\section*{Appendix: Response of a ferrite superledge to changes of height, carbon content, temperature, riser kinetics and spacing}

A faceted ferrite/austenite interface in Fe--C advances when superledges, steps some tenths of a micrometre high, sweep across immobile terraces. Below we derive the velocity of one such ledge under control by carbon diffusion in austenite, and then change one condition at a time, predicting each effect by argument before computing it.

\subsection*{Model and conventions}

A straight ledge of height $h$ moves along $+x$ at constant velocity $v$. Lengths are in units of $h$ unless a unit is shown. In the frame of the ledge, austenite fills $y>0$ for $x>0$ and $y>1$ for $x<0$, and the riser is $x=0$, $0<y<1$. The carbon diffusivity $D$ is constant and both phases have the same density, so that compositions in wt\% may be used in ratios. With $c_\infty$ the alloy content, $c_\alpha$ the ferrite content and $c_e$ the austenite content on the Ae$_3$ line,
\begin{equation}
\Gamma=\frac{c-c_\infty}{c_e-c_\alpha},\qquad \Omega=\frac{c_e-c_\infty}{c_e-c_\alpha},\qquad p=\frac{vh}{2D}.
\end{equation}
The steady field obeys $\nabla^2\Gamma+2p\,\partial_x\Gamma=0$ and vanishes far away. The terraces are inert, $\partial_y\Gamma=0$. The riser rejects carbon, so it is a source of carbon (equivalently a sink for the carbon deficit). We follow the convention of Jones and Trivedi (1971): the riser stays flat, the gradient on it is uniform, $-D\,\partial c/\partial x=v(c_e-c_\alpha)$ in dimensional form or $\partial_x\Gamma=-2p$, and equilibrium holds at the base corner, $\Gamma(0,0)=\Omega$. Writing $\Gamma=2p\,\phi$, where $\phi$ has unit gradient on the riser, gives
\begin{equation}
\Omega=2p\,\alpha(p),\qquad \alpha(p)=\phi(0,0),\qquad G=\frac{vh}{\lambda}=\frac{2pD}{\lambda},
\label{eq:basic}
\end{equation}
where $G$ is the thickening rate of a face crossed by ledges of spacing $\lambda$, each passage adding $h$ in a time $\lambda/v$.

\subsection*{The function $\alpha(p)$ for small $p$}

The matching used here is that of Atkinson (1981). At distances $R\gg1$ the ledge is a line source of unit strength on the surface of a half-space,
\begin{equation}
\phi_{\rm out}=\frac1\pi e^{-px}K_0(pR)\;\to\;\frac1\pi\Big[\ln\frac{2}{pR}-\gamma\Big]\quad(pR\ll1),
\label{eq:outer}
\end{equation}
with $\gamma$ Euler's constant. For $R\ll1/p$ the field is harmonic. The map
\begin{equation}
z=x+iy=\frac1\pi\Big[\sqrt{w^2-1}+\operatorname{arcosh}w\Big],\qquad \frac{dz}{dw}=\frac1\pi\sqrt{\frac{w+1}{w-1}},
\end{equation}
takes the upper half $w$-plane onto the austenite. The riser is $w=\cos\theta$, $y=(\theta+\sin\theta)/\pi$, with the base at $\theta=0$ and the top at $\theta=\pi$. Define $g=\operatorname{Re}(z-w/\pi)$. The function $\operatorname{Re}w$ has no normal derivative on any boundary, and $x$ has unit normal derivative on the riser and none on the terraces, so $\phi_{\rm in}=C-g$ meets every condition. At large $w$, $z\simeq[w+\ln 2w]/\pi$, hence $g\simeq\pi^{-1}\ln(2\pi R)$. Comparison with Eq.~\eqref{eq:outer} fixes $C=\Lambda/\pi$. On the riser $g=-\cos\theta/\pi$, so that $\phi=(\Lambda+\cos\theta)/\pi$ and
\begin{equation}
\alpha_0(p)=\frac{\Lambda+1}{\pi}=\frac1\pi\Big[\ln\frac1p+2.954\Big],\qquad \Lambda=\ln\frac{4\pi}{p}-\gamma .
\label{eq:a0}
\end{equation}
If instead the whole riser is held at $c_e$, the inner field is $C-\pi^{-1}\operatorname{Re}\operatorname{arcosh}w$, with the same far form, and the constant is $1.954$.

The first neglected term is of order $p\ln^2p$ and rivals several of the effects below, so it is needed. In the plane $\zeta=\xi+i\eta=w/\pi$ the equation reads exactly $\nabla^2\phi+2p\,\partial_\xi\phi=-2p\,\nabla g\cdot\nabla\phi$, and the right side is of relative order $p$ everywhere. Let $\phi_a$ solve the equation without it. For a point on the boundary the Green function is $\mathcal G=\pi^{-1}e^{-p(\xi_0-\xi)}K_0(p|\zeta_0-\zeta|)$, the source is $dy=(1+\cos\theta)\,d\theta/\pi$, and $\xi_0-\xi=(1-\cos\theta)/\pi$ for the base. Expanding the exponential and using $\ln(1-\cos\theta)=-\ln2-\sum_k(2/k)\cos k\theta$,
\begin{equation}
\phi_a(0,0)=\frac{\Lambda+1}{\pi}-\frac{p}{\pi^2}\Big(\frac\Lambda2-\frac14\Big).
\end{equation}
The remainder is $\phi_b=2p\int\mathcal G\,\nabla g\cdot\nabla\phi_a\,dA$. Put $w=\cosh(\tau+i\theta)$ and split the area at $\tau=\tau_1$, with $1\ll e^{\tau_1}\ll1/p$. Inside, $\nabla\phi_a=-\nabla g$, $|\nabla g|^2dA=\pi^{-2}(1+e^{-2\tau}+2e^{-\tau}\cos\theta)\,d\tau\,d\theta$ and $\pi\mathcal G=\Lambda-\ln[2(\cosh\tau-\cos\theta)]$, which integrates to $-\pi^{-2}[\Lambda\tau_1-\tau_1^2/2+\Lambda/2+3/4]$. Outside, the exponentials cancel, the part odd in $\xi$ drops out, and $\int K_0\,dK_0$ leaves $-K_0^2/2\pi^2$ at the cut, where $K_0=\Lambda-\tau_1$. The sum is free of $\tau_1$, $\phi_b=-(p/\pi^2)(\Lambda^2+\Lambda+3/2)$, and
\begin{equation}
\alpha_1(p)=\frac{\Lambda+1}{\pi}-\frac{p}{\pi^2}\Big(\Lambda^2+\frac32\Lambda+\frac54\Big).
\label{eq:a1}
\end{equation}
The $\Lambda^2$ term can be summed. Between the two regions the equation for the angular mean is $\phi''+(2p/\pi)\phi'=0$ in the variable $\tau$, so the gradient decays as $e^{-2p\tau/\pi}$ over a range $\Lambda$ and $\Omega\simeq1-e^{-2p\Lambda/\pi}$. The form
\begin{equation}
\ln\frac{c_e-c_\alpha}{c_\infty-c_\alpha}=-\ln(1-\Omega)=2p\,\tilde\alpha(p),\qquad \tilde\alpha=\frac{\Lambda+1}{\pi}+\frac{p\,(2\Lambda-1)}{4\pi^2},
\label{eq:work}
\end{equation}
has these leading logarithms and reproduces Eq.~\eqref{eq:a1} through order $p$. It is the working relation below, and its difference from Eq.~\eqref{eq:a1} gauges the truncation error.

\subsection*{Reference state}

We take Fe--0.40 wt\% C at $T_0=765\,^\circ$C (1038 K). Approximate phase boundaries are $c_e=0.50$ wt\%, with local slope $dc_e/dT=-m$, $m=0.006$ wt\%/K, and $c_\alpha=0.017$ wt\%, held fixed. The diffusivity $D=1.5\ \mu$m$^2$/s with activation energy $Q=145$ kJ/mol is chosen as typical of austenite near this composition and temperature. The geometry, $h=0.3\ \mu$m and $\lambda=20\ \mu$m, is illustrative. Then $\Omega=0.207$ at an undercooling $\Delta T=(c_e-c_\infty)/m=17$ K. Equation~\eqref{eq:a0} gives $p=0.0557$, Eq.~\eqref{eq:a1} gives $0.0640$ and Eq.~\eqref{eq:work} gives $0.0633$. The correction thus raises $p$ by 14\%, lowering $\alpha$ from $\alpha_0=1.82$ to $1.64$ at that $p$, and the remaining truncation is near one per cent. The model's ledge has $v=2pD/h=0.63\ \mu$m/s, passes every 32 s, and gives $G=9.5$ nm/s. Its field has the length scale $2D/v=4.7\ \mu$m and becomes steady after roughly $4D/v^2=15$ s.

Two model choices limit the absolute values. Using the local concentration on the riser in the flux balance multiplies the source by $1+2p(\cos\theta-1)/\pi$ and lowers $\alpha$ by $p(\Lambda-1/2)/\pi^2=0.027$, under two per cent. Placing equilibrium on the whole riser raises the leading-order $p$ from $0.0557$ to $0.0706$, a factor $1.27$. Absolute velocities therefore carry an ambiguity of about a quarter. Ratios are less exposed, as the response exponent shows.

All responses pass through $n=d\ln p/d\ln\Omega$. At leading order $n_0=[1-1/(\pi\alpha_0)]^{-1}$, which exceeds unity because a faster ledge has a shorter field and needs less supersaturation per unit flux. It equals $1.21$ for equilibrium at the base and $1.28$ for equilibrium on the whole riser. Equation~\eqref{eq:work} gives
\begin{equation}
n=\frac{\Omega}{(1-\Omega)\,[-\ln(1-\Omega)]}\Big[1+\frac{d\ln\tilde\alpha}{d\ln p}\Big]^{-1}=\frac{1.126}{0.832}=1.35 .
\end{equation}

\subsection*{Ledge height}

The isolated-ledge problem contains one length, so $p$ depends on $\Omega$ alone. A straight step between equivalent terraces creates no area as it moves, and capillarity adds no second length. A taller ledge must therefore be slower in exact proportion, and since it deposits a thicker layer per passage the two changes cancel in $G=2pD/\lambda$. Doubling $h$ to $0.6\ \mu$m gives $v=0.32\ \mu$m/s and leaves $G$ unchanged. Two identical ledges that merge into one of double height, with the spacing doubled, halve $G$. Any dependence of $G$ on $h$ at fixed spacing signals physics outside Eq.~\eqref{eq:basic}, and two sources of opposite sign appear below.

\subsection*{Carbon content of the alloy}

A leaner alloy leaves $c_e$, $c_\alpha$ and, in the model, $D$ unchanged and raises $\Omega$ linearly. The ledge speeds up, more than in proportion because $n>1$. For 0.35 wt\% C, $\Omega$ rises by the factor $3/2$ to $0.311$ and the power law predicts $1.5^{1.35}=1.73$. Since $n$ grows with $\Omega$ the full result should lie a little higher. Equation~\eqref{eq:work} gives $p=0.112$ and a factor $1.77$, and Eq.~\eqref{eq:a1} gives $1.81$, so the third figure is uncertain. For 0.45 wt\% C, $\Omega$ halves to $0.104$, the power law predicts $0.39$, and the solution $p=0.0259$ gives $0.41$, less severe because $n$ falls toward unity as $\Omega\to0$. The diffusivity of carbon in austenite typically rises with carbon content. This acts against both changes, weakly, because the composition near the riser stays close to $c_e$.

\subsection*{Temperature}

Cooling raises $c_e$ and lowers $D$. Differentiating $\Omega$ at fixed $c_\alpha$ gives $d\ln\Omega/dT=-(1-\Omega)/\Delta T$, so
\begin{equation}
\frac{d\ln v}{dT}=-\frac{n(1-\Omega)}{\Delta T}+\frac{Q}{R_gT^2}=(-0.064+0.016)\ {\rm K}^{-1}=-0.048\ {\rm K}^{-1},
\end{equation}
with $R_g$ the gas constant. So close to Ae$_3$ the supersaturation wins by about four to one and cooling accelerates the ledge. The first term weakens as $1/\Delta T$, hence a finite cooling step gains less, and a heating step loses more, than this coefficient implies when exponentiated. At $755\,^\circ$C, $c_e=0.56$ wt\%, $\Omega=0.295$ and $p=0.104$, a factor $1.64$, while $D$ falls by the factor $0.85$, so $v$ and $G$ rise by $1.39$. At $775\,^\circ$C, $c_e=0.44$ wt\%, $\Omega=0.095$, $p=0.0232$, $D$ rises by $1.17$, and $v$ falls to $0.43$ of its value. This second step crosses the Curie temperature of bcc iron, 1043 K (compiled value, Br\"annvall 2024). The diffusion field lies in paramagnetic austenite, so magnetic order in the ferrite enters only through the curvature that it lends to the Ae$_3$ line, which the constant slope $m$ omits. The spacing is held fixed here, although ledge formation itself depends on undercooling.

\subsection*{Finite kinetics at the riser}

Let transfer across the riser need a driving force, $v=\mu(c_e-c_b)$, with $c_b$ the composition at the base. Part of the supersaturation is spent there, so the ledge slows. The loss $c_e-c_b=2pD/h\mu$ is smaller for taller and slower ledges, so $G$ now rises with $h$. Replacing $c_e$ by $c_b$ in Eq.~\eqref{eq:work},
\begin{equation}
\ln\frac{c_e-c_\alpha-2pD/h\mu}{c_\infty-c_\alpha}=2p\,\tilde\alpha(p).
\end{equation}
Linearising about the reference value $p_0$, with velocity $v_0$, gives $p/p_0\simeq1/(1+\kappa)$ with $\kappa=n(1-\Omega)\,v_0/[\mu(c_e-c_\infty)]$. For an illustrative $\mu=20\ \mu$m\,s$^{-1}$ per wt\%, $\kappa=0.34$ and the estimate is $0.75$. The full equation gives $p=0.0473$, again a factor $0.75$, with $0.024$ wt\% spent at the riser and $G=7.1$ nm/s. Doubling the height then gives $p=0.0541$ and $G=8.1$ nm/s, so $G$ rises by the factor $1.14$ and $v$ falls to $0.57$ of its value in place of one half. As $\mu\to0$, $v\to\mu(c_e-c_\infty)$ is independent of $h$ and $G\propto h$.

\subsection*{A second ledge and the spacing}

The outer field is strongly asymmetric. With $s=p\lambda/h$ it is proportional to $e^{-s}K_0(s)$ ahead of a ledge and to $e^{s}K_0(s)\simeq(\pi/2s)^{1/2}$ behind it. A leading ledge hardly feels its follower, while the follower moves in enriched austenite and must be slower, so that a pair of equal height drifts apart. Carbon conservation fixes the far strength of the source: the ledge converts material of content $c_\infty$ to $c_\alpha$, releasing $vh(c_\infty-c_\alpha)$ per unit length. The wake at the follower is therefore
\begin{equation}
\Gamma_w\simeq\frac{2p(1-\Omega)}{\pi}\,e^{s}K_0(s),
\end{equation}
up to relative corrections of order $p$, and by superposition the follower obeys Eq.~\eqref{eq:work} with $\Omega-\Gamma_w$ in place of $\Omega$, as long as the spacing changes slowly. At the reference state $s=4.2$, $e^sK_0(s)=0.59$ and $\Gamma_w=0.019$, while the field felt by the leader is smaller by about $e^{-2s}=2.2\times10^{-4}$. The estimate $n\Gamma_w/\Omega$ is a loss of 12\%, and the solution is $p=0.0556$, a factor $0.88$. A spacing of four field lengths thus does not isolate a ledge. Halving $\lambda$ or doubling $h$ both give $s=2.1$, $e^sK_0(s)=0.82$, $\Gamma_w=0.026$ and a factor $0.83$ in $p$. Evaluated with the follower's velocity, $vh/\lambda$ then rises by $1.90$ in place of 2 when the spacing is halved, and falls to $0.95$ of its value when the height is doubled, opposite in sign to the kinetic effect.

The wakes of $N$ predecessors add as $\sum_kk^{-1/2}\sim2N^{1/2}$, so an unending train has no steady state and $G$ decays in time. Since $c\le c_e$ along the interface, the layer cannot outgrow a planar front in local equilibrium, of thickness $2\beta(Dt)^{1/2}$ with $\pi^{1/2}\beta e^{\beta^2}\operatorname{erfc}\beta=\Omega$, here $\beta=0.135$. Linear thickening at the isolated rate would cross this limit at $t=4\beta^2D/G^2=1.2\times10^3$ s, at a thickness of $12\ \mu$m, and must give way to parabolic growth well before that.

\subsection*{Summary of responses}

\begin{center}
\begin{tabular}{lcccc}
\hline
Change & $\Omega$ (effective) & $p$ & $v$ ($\mu$m/s) & $v/v_0$\\
\hline
Reference & 0.207 & 0.0633 & 0.63 & 1\\
$h=0.6\ \mu$m & 0.207 & 0.0633 & 0.32 & 1/2\\
0.35 wt\% C & 0.311 & 0.112 & 1.1 & 1.77\\
0.45 wt\% C & 0.104 & 0.0259 & 0.26 & 0.41\\
$755\,^\circ$C & 0.295 & 0.104 & 0.88 & 1.39\\
$775\,^\circ$C & 0.095 & 0.0232 & 0.27 & 0.43\\
$\mu=20\ \mu$m\,s$^{-1}$/wt\% & 0.166 & 0.0473 & 0.47 & 0.75\\
Second ledge, $\lambda=20\ \mu$m & 0.188 & 0.0556 & 0.56 & 0.88\\
\hline
\end{tabular}
\end{center}

At fixed $\lambda$ the ratio $G/G_0$ equals $v/v_0$ in every row except the second, where it is unity. These numbers are the model's. The diffusivity and phase boundaries were chosen as typical for Fe--C, but $h$, $\lambda$ and $\mu$ are illustrative, and heights and spacings on real ferrite facets typically scatter by an order of magnitude, which carries directly into $v\propto1/h$ and $G\propto1/\lambda$. For given $h$ and $\lambda$, wakes and riser kinetics both act downward, by 12\% from a single predecessor and without a steady limit for a train, so $9.5$ nm/s overstates sustained thickening. The signs, the invariance of $vh$ under pure diffusion control and an exponent $n$ between about $1.2$ and $1.4$ at this supersaturation do not depend on those inputs.